# Cayley–Klein parameters and the Wigner matrix $D^j$

## Premises and conventions

1. Angular momenta are in units of $\hbar$. Rotations are active, right-handed, about fixed axes. A rotation by $\theta$ about the unit vector $\mathbf n$ acts on the states of a multiplet $j$ as $e^{-i\theta\,\mathbf n\cdot\mathbf J}$.
2. Euler angles are $zyz$: $\hat R(\alpha,\beta,\gamma)=e^{-i\alpha J_z}e^{-i\beta J_y}e^{-i\gamma J_z}$.
3. The basis $|jm\rangle$ has Condon–Shortley phases, $J_\pm|jm\rangle=\sqrt{(j\mp m)(j\pm m+1)}\,|j,m\pm1\rangle$ with $J_\pm=J_x\pm iJ_y$. Rows and columns run from $m=j$ down to $-j$.
4. The matrix is defined by columns, $\hat R|jm\rangle=\sum_{m'}|jm'\rangle D^j_{m'm}$.

## Step 1: spin 1/2

For $j=1/2$, $\mathbf J=\boldsymbol\sigma/2$. Since $(\mathbf n\cdot\boldsymbol\sigma)^2=1$, the exponential series sums to

$$U=e^{-i\theta\,\mathbf n\cdot\boldsymbol\sigma/2}=\cos\tfrac\theta2-i\sin\tfrac\theta2\;\mathbf n\cdot\boldsymbol\sigma .$$

The Euler product is then

$$U=\begin{pmatrix}e^{-i\alpha/2}&0\\0&e^{i\alpha/2}\end{pmatrix}\begin{pmatrix}\cos\frac\beta2&-\sin\frac\beta2\\ \sin\frac\beta2&\cos\frac\beta2\end{pmatrix}\begin{pmatrix}e^{-i\gamma/2}&0\\0&e^{i\gamma/2}\end{pmatrix}=\begin{pmatrix}a&b\\-b^*&a^*\end{pmatrix},$$

$$a=\cos\tfrac\beta2\,e^{-i(\alpha+\gamma)/2},\qquad b=-\sin\tfrac\beta2\,e^{-i(\alpha-\gamma)/2},\qquad |a|^2+|b|^2=1. \tag{1}$$

These are the Cayley–Klein parameters. Every unitary $2\times2$ matrix of unit determinant has this form, because $U^{-1}=U^\dagger$ with $\det U=1$ forces $U_{22}=U_{11}^*$ and $U_{21}=-U_{12}^*$. The matrices form the group SU(2).

The rotation of ordinary vectors that belongs to $U$ is fixed by $U(\mathbf r\cdot\boldsymbol\sigma)U^\dagger=(R\mathbf r)\cdot\boldsymbol\sigma$. To see this, differentiate the left side with respect to $\theta$ and use $[\mathbf n\cdot\boldsymbol\sigma,\mathbf r\cdot\boldsymbol\sigma]=2i(\mathbf n\times\mathbf r)\cdot\boldsymbol\sigma$. The result is $d\mathbf r/d\theta=\mathbf n\times\mathbf r$, a right-handed rotation. $R=1$ requires $U$ to commute with all three Pauli matrices, so $U=\pm1$. Each $R$ therefore has exactly two preimages, $U$ and $-U$. In (1), adding $2\pi$ to $\alpha$ or to $\gamma$ reverses the signs of $a$ and $b$. The ranges $0\le\alpha<2\pi$, $0\le\beta\le\pi$, $0\le\gamma<4\pi$ cover SU(2).

## Step 2: polynomials carry a representation

Let $\xi=(u,v)$ be a row of two complex variables. Think of $u$ and $v$ as the basis states $m=+\frac12$ and $m=-\frac12$, which by premise 4 transform with the columns of $U$. For any polynomial $f$ define

$$(T_Uf)(\xi)=f(\xi U),\qquad u\to au-b^*v,\qquad v\to bu+a^*v. \tag{2}$$

The map respects products in the right order:

$$(T_{U_1}T_{U_2}f)(\xi)=(T_{U_2}f)(\xi U_1)=f(\xi U_1U_2)=(T_{U_1U_2}f)(\xi).$$

The substitution is linear, so it preserves the degree. The homogeneous polynomials of degree $2j$ form an invariant space of dimension $2j+1$, spanned by

$$f_m=\frac{u^{j+m}v^{j-m}}{\sqrt{(j+m)!\,(j-m)!}},\qquad m=j,j-1,\dots,-j.$$

Define $D^j(U)$ by $T_Uf_m=\sum_{m'}f_{m'}D^j_{m'm}(U)$. Then $D^j(U_1)D^j(U_2)=D^j(U_1U_2)$, and $D^{1/2}(U)=U$.

## Step 3: the normalisation makes $D^j$ unitary

For two rows $\xi=(u,v)$ and $\eta=(x,y)$ the binomial theorem gives

$$\sum_mf_m(\xi)^*f_m(\eta)=\sum_m\frac{(u^*x)^{j+m}(v^*y)^{j-m}}{(j+m)!\,(j-m)!}=\frac{(u^*x+v^*y)^{2j}}{(2j)!}.$$

The form $u^*x+v^*y=\eta\xi^\dagger$ goes into $\eta UU^\dagger\xi^\dagger$ and is unchanged. Hence

$$\sum_{m'm''}f_{m'}(\xi)^*f_{m''}(\eta)\sum_mD^{j*}_{m'm}D^j_{m''m}=\sum_{m'}f_{m'}(\xi)^*f_{m'}(\eta).$$

The products $f_{m'}(\xi)^*f_{m''}(\eta)$ are distinct monomials in four independent variables and so are linearly independent. Comparing coefficients gives $\sum_mD^{j*}_{m'm}D^j_{m''m}=\delta_{m'm''}$.

## Step 4: the monomials are the states $|jm\rangle$

For small $\theta$, $\xi U=\xi-i\theta\,\xi\,(\mathbf n\cdot\boldsymbol\sigma/2)$, and the chain rule gives $T_Uf=f-i\theta\,\mathbf n\cdot\mathbf Jf$ with $\mathbf J=\sum_{pq}\xi_p(\boldsymbol\sigma/2)_{pq}\,\partial/\partial\xi_q$. The matrix $(\sigma_x+i\sigma_y)/2$ has the single entry 1 at position $(1,2)$, and $(\sigma_x-i\sigma_y)/2$ has it at $(2,1)$, so

$$J_z=\tfrac12(u\partial_u-v\partial_v),\qquad J_+=u\partial_v,\qquad J_-=v\partial_u .$$

Acting on a monomial, $J_zf_m=\frac12[(j+m)-(j-m)]f_m=mf_m$, and

$$J_+f_m=(j-m)\sqrt{\frac{(j+m+1)!\,(j-m-1)!}{(j+m)!\,(j-m)!}}\;f_{m+1}=\sqrt{(j-m)(j+m+1)}\;f_{m+1}.$$

Exchanging $u\leftrightarrow v$ and $m\to-m$ gives the rule for $J_-$. These are the matrices of premise 3, signs included. For fixed $\mathbf n$ the matrices $D^j(U(\theta))$ form a differentiable one-parameter group by Step 2, so they are the exponential of their derivative at $\theta=0$, that is $D^j=e^{-i\theta\,\mathbf n\cdot\mathbf J}$. The product rule extends this to the Euler product. The matrix defined by polynomials is thus the matrix of premise 4.

It is irreducible. An invariant subspace is invariant under the generators. It contains an eigenvector of $J_z$, which is some $f_m$ because the spectrum is non-degenerate, and $J_\pm$ then produce all the others.

## Step 5: the explicit sum

Insert (2) into $f_m$ and expand both powers:

$$(au-b^*v)^{j+m}(bu+a^*v)^{j-m}=\sum_{k,l}\binom{j+m}{k}\binom{j-m}{l}a^{j+m-k}(-b^*)^k\,b^{\,l}(a^*)^{j-m-l}\;u^{j+m-k+l}v^{j-m+k-l}.$$

The power of $u$ equals $j+m'$ when $l=m'-m+k$. Then $j-m-l=j-m'-k$ and the power of $v$ is $j-m'$. Replacing $u^{j+m'}v^{j-m'}$ by $\sqrt{(j+m')!(j-m')!}\,f_{m'}$ and dividing by $\sqrt{(j+m)!(j-m)!}$ gives

$$D^j_{m'm}=\sqrt{\frac{(j+m')!\,(j-m')!}{(j+m)!\,(j-m)!}}\sum_k\binom{j+m}{k}\binom{j-m}{m'-m+k}a^{j+m-k}(a^*)^{j-m'-k}\,b^{\,m'-m+k}(-b^*)^k. \tag{3}$$

The binomials restrict the integer $k$ to $\max(0,m-m')\le k\le\min(j+m,\,j-m')$, where all four exponents are non-negative.

Now insert (1). The factors $a$, $a^*$, $b$, $b^*$ carry $e^{-i\alpha/2}$ to the powers $+1,-1,+1,-1$, so the total power is

$$(j+m-k)-(j-m'-k)+(m'-m+k)-k=2m'.$$

They carry $e^{-i\gamma/2}$ to the powers $+1,-1,-1,+1$, and the total is $(m+m')-(m'-m)=2m$. Neither depends on $k$. The only minus sign sits in $b$, since $-b^*$ has the prefactor $+\sin\frac\beta2$. Writing the binomials as factorials,

$$D^j_{m'm}=e^{-im'\alpha}\,d^j_{m'm}(\beta)\,e^{-im\gamma},$$

$$d^j_{m'm}(\beta)=\sum_k(-1)^{m'-m+k}\frac{\sqrt{(j+m)!\,(j-m)!\,(j+m')!\,(j-m')!}}{k!\,(j+m-k)!\,(m'-m+k)!\,(j-m'-k)!}\Big(\cos\tfrac\beta2\Big)^{2j+m-m'-2k}\Big(\sin\tfrac\beta2\Big)^{m'-m+2k}. \tag{4}$$

This is the Wigner sum. It is real, and for $j=\frac12$ it returns the middle matrix of Step 1.

## Step 6: homogeneity and the double-group sign

The four exponents in (3) add up to $(j+m-k)+(j-m'-k)+(m'-m+k)+k=2j$ in every term. Under $U\to-U$ all of $a,a^*,b,b^*$ change sign, so

$$D^j(-U)=(-1)^{2j}D^j(U). \tag{5}$$

For integer $j$ both preimages of $R$ give one matrix, and $D^j$ represents the rotation group itself. For half-odd $j$ they give opposite matrices, and the element $\bar E=-1$, a rotation by $2\pi$, is represented by $-1$. The double group of a group of proper rotations is the set of all $\pm U$ over its elements, and $D^j$ restricted to that set is an ordinary representation of it.

Three special cases are needed below.

- **Stretched column, $m=j$.** The range of $k$ shrinks to $k=j-m'$, so $d^j_{m'j}=\binom{2j}{j-m'}^{1/2}(\cos\frac\beta2)^{j+m'}(\sin\frac\beta2)^{j-m'}$.
- **$\beta=\pi$, $\alpha=\gamma=0$.** Here $a=0$, $b=-1$, so $u\to v$, $v\to-u$ and $d^j_{m'm}(\pi)=(-1)^{j-m}\delta_{m',-m}$.
- **Character.** Any $U$ is conjugate to $\mathrm{diag}(e^{-i\theta/2},e^{i\theta/2})$, for which $f_m\to e^{-im\theta}f_m$. The geometric sum gives $\chi^j(\theta)=\sin[(2j+1)\theta/2]/\sin(\theta/2)$.

## Range of validity

Equations (3) to (5) are exact for every $j=0,\frac12,1,\dots$ and every $U$ in SU(2). They depend on the conventions. A passive rotation uses $U^{-1}$, which gives $D^{j\dagger}$, and in particular $d^j(-\beta)=d^j(\beta)^{\mathsf T}$. At $\beta=0$ only $\alpha+\gamma$ is defined and at $\beta=\pi$ only $\alpha-\gamma$, while $a$ and $b$ stay regular, so group products are best formed from $U$. For half-odd $j$ the angles must be tracked modulo $4\pi$. Improper operations are inversion times a rotation. With inversion acting as the identity on spin, their matrix is $D^j$ times the orbital parity of the configuration. Time reversal is antiunitary and lies outside this construction. The sum (4) alternates, so in floating point it loses digits to cancellation as $j$ grows, and diagonalising $\mathbf n\cdot\mathbf J$ is then safer.

Applying a single $D^j$ to an ion presumes that $J$ is a good quantum number. For Dy$^{3+}$ the next multiplet typically lies about $7\times10^{-20}$ J higher, against a crystal-field spread of order $10^{-20}$ J, so this is an approximation. The symmetry labels below survive $J$ mixing, whereas the amplitudes are modified by it.

## Illustration: Dy$^{3+}$ in Dy$_2$Ti$_2$O$_7$

**Inputs.** The ion is $4f^9$ with ground multiplet $^6H_{15/2}$ ($L=5$, $S=5/2$, $J=15/2$), so $D^{15/2}$ is $16\times16$ and of degree 15. The Dy ions form corner-sharing tetrahedra. Each site has symmetry $D_{3d}$, with its threefold axis along a cubic $\langle111\rangle$ direction and its twofold axes along the perpendicular $\langle1\bar10\rangle$ directions. The model ground doublet is pure $|\pm15/2\rangle$ on the local axis.

**Local frame.** For site 0 take $\mathbf z_0=(1,1,1)/\sqrt3$, $\mathbf y_0=(-1,1,0)/\sqrt2$, $\mathbf x_0=(1,1,-2)/\sqrt6$ in cubic axes $X,Y,Z$. The rotation carrying $X,Y,Z$ onto this frame has $\alpha=\pi/4$, $\cos\beta=1/\sqrt3$ ($\beta=54.74^\circ$), $\gamma=0$, and

$$a=0.8881\,e^{-i\pi/8},\qquad b=-0.4597\,e^{-i\pi/8}.$$

**Site symmetry.** Inversion multiplies all states of $4f^9$ by $-1$, so it suffices to treat the double group of $D_3$, of order 12. Its representations odd under $\bar E$ come from small $j$. $D^{1/2}$ gives $\Gamma_4$ with characters $2,1,0$ on $E$, $C_3$, $C_2'$, irreducible because $\frac16(4+2\cdot1+0)=1$. The pair $|\pm\frac32\rangle$ of $D^{3/2}$ gives $\Gamma_5,\Gamma_6$ with characters $1,-1,\pm i$. The squared dimensions add to 6, half the group order, so the list is complete. For $j=15/2$, $\chi(E)=16$, $\chi(C_3)=\sin(16\pi/3)/\sin(\pi/3)=-1$ and $\chi(C_2')=0$. By (5) the barred elements repeat the contribution of the unbarred ones, so the multiplicities are $\frac16(16\cdot2-2)=5$ for $\Gamma_4$ and $\frac16(16+2)=3$ for each of $\Gamma_5$ and $\Gamma_6$. On $|\pm15/2\rangle$, $C_3$ gives $e^{\mp5\pi i}=-1$. The rotation by $\pi$ about $\mathbf y_0$ sends $|15/2\rangle\to|-15/2\rangle$ and $|-15/2\rangle\to-|15/2\rangle$, with eigenvalues $\pm i$. The doublet is $\Gamma_5\oplus\Gamma_6$, the type built from $m=\pm\frac32,\pm\frac92,\pm\frac{15}2$. These $m$ differ by multiples of 3, so $J_\pm$ have no matrix element within such a doublet.

**The sign between sites.** Twofold rotations about $X,Y,Z$ through the tetrahedron centre carry site 0 and its frame to sites 1, 2, 3. Choose $U_X=-i\sigma_x$, $U_Y=-i\sigma_y$, $U_Z=-i\sigma_z$. Then $U_ZU_X=U_Y$ but $U_XU_Z=-U_Y$. The routes $0\to1\to2$ and $0\to3\to2$ give the same frame on site 2 and, by (5), basis states of opposite sign. Explicitly, $D(U_Z)_{m'm}=e^{-i\pi m}\delta_{m'm}$, and $D(U_X)_{m'm}=(-i)^{15}\delta_{m',-m}=i\,\delta_{m',-m}$ because $u\to-iv$, $v\to-iu$. These matrices anticommute since $e^{2\pi im}=-1$. The sign cancels in $D\hat OD^\dagger$ for any single-ion operator $\hat O$, but code that tabulates states must fix one $U$ per site.

**The local state in the cubic basis.** The stretched column gives a binomial distribution for $J_Z=m'$,

$$P(m')=\binom{15}{k}p^{15-k}(1-p)^k,\qquad k=\tfrac{15}2-m',\qquad p=\cos^2\tfrac\beta2=\tfrac12\Big(1+\tfrac1{\sqrt3}\Big)=0.7887 .$$

| $m'$ | 15/2 | 13/2 | 11/2 | 9/2 | 7/2 | 5/2 | 3/2 | 1/2 | all $m'<0$ |
|---|---|---|---|---|---|---|---|---|---|
| $P$ | 0.0284 | 0.1142 | 0.2142 | 0.2487 | 0.1999 | 0.1178 | 0.0526 | 0.0181 | 0.0061 |

The binomial mean and variance give $\langle J_Z\rangle=\frac{15}2-15(1-p)=\frac{15}2\cos\beta=4.330$ and variance $15p(1-p)=5/2$, a spread of 1.58. The largest amplitude is $D_{9/2,15/2}=0.4987\,e^{-9\pi i/8}$, and it reverses sign if $\alpha$ is raised by $2\pi$.

**An element with several terms.** For $m'=m=9/2$, (3) has $j+m=12$, $j-m=3$, $k=0,\dots,3$. With $t=\tan^2\frac\beta2=2-\sqrt3=0.2679$,

$$d_{9/2,9/2}=\cos^{15}\tfrac\beta2\,\big(1-36t+198t^2-220t^3\big)=0.16855\,(1-9.6462+14.2158-4.2323)=0.16855\times1.3373=0.2254 .$$

**How far the model goes.** The table is exact for the pure state only. The crystal field mixes in other $m$ of the same symmetry, mainly $|9/2\rangle$, typically with a weight of a few per cent. Take $w=0.04$ as an illustrative weight. The amplitude on $m'=9/2$ becomes $\sqrt{1-w}\,d_{9/2,15/2}+\sqrt w\,e^{i\phi}d_{9/2,9/2}$, with $\phi$ the relative phase of the admixture. The cross term in $P(9/2)$ reaches $2\sqrt{w(1-w)}\times0.4987\times0.2254=0.044$, which is 18 per cent of the entry. Individual probabilities are therefore sensitive to the admixture. The moment is not, since the transverse components vanish and $\langle J_Z\rangle=\cos\beta\,\langle J_{z_0}\rangle$ with $\langle J_{z_0}\rangle=\frac{15}2-3w=7.38$, lower by 1.6 per cent.

With spin $g$ factor 2, the Landé formula gives $g_J=\frac32+\frac{S(S+1)-L(L+1)}{2J(J+1)}=\frac43$. The pure state has a moment of magnitude $g_JJ\mu_B=10\,\mu_B=9.3\times10^{-23}$ J T$^{-1}$ along the local axis. Every $\langle111\rangle$ axis makes the same acute angle $\beta$ with $[001]$. A field along $[001]$ that polarises all doublets, yet is too weak to mix in excited crystal-field levels, therefore gives the model's moment per Dy as $10\,\mu_B/\sqrt3=5.8\,\mu_B=5.4\times10^{-23}$ J T$^{-1}$, which falls to $5.7\,\mu_B$ with the illustrative admixture.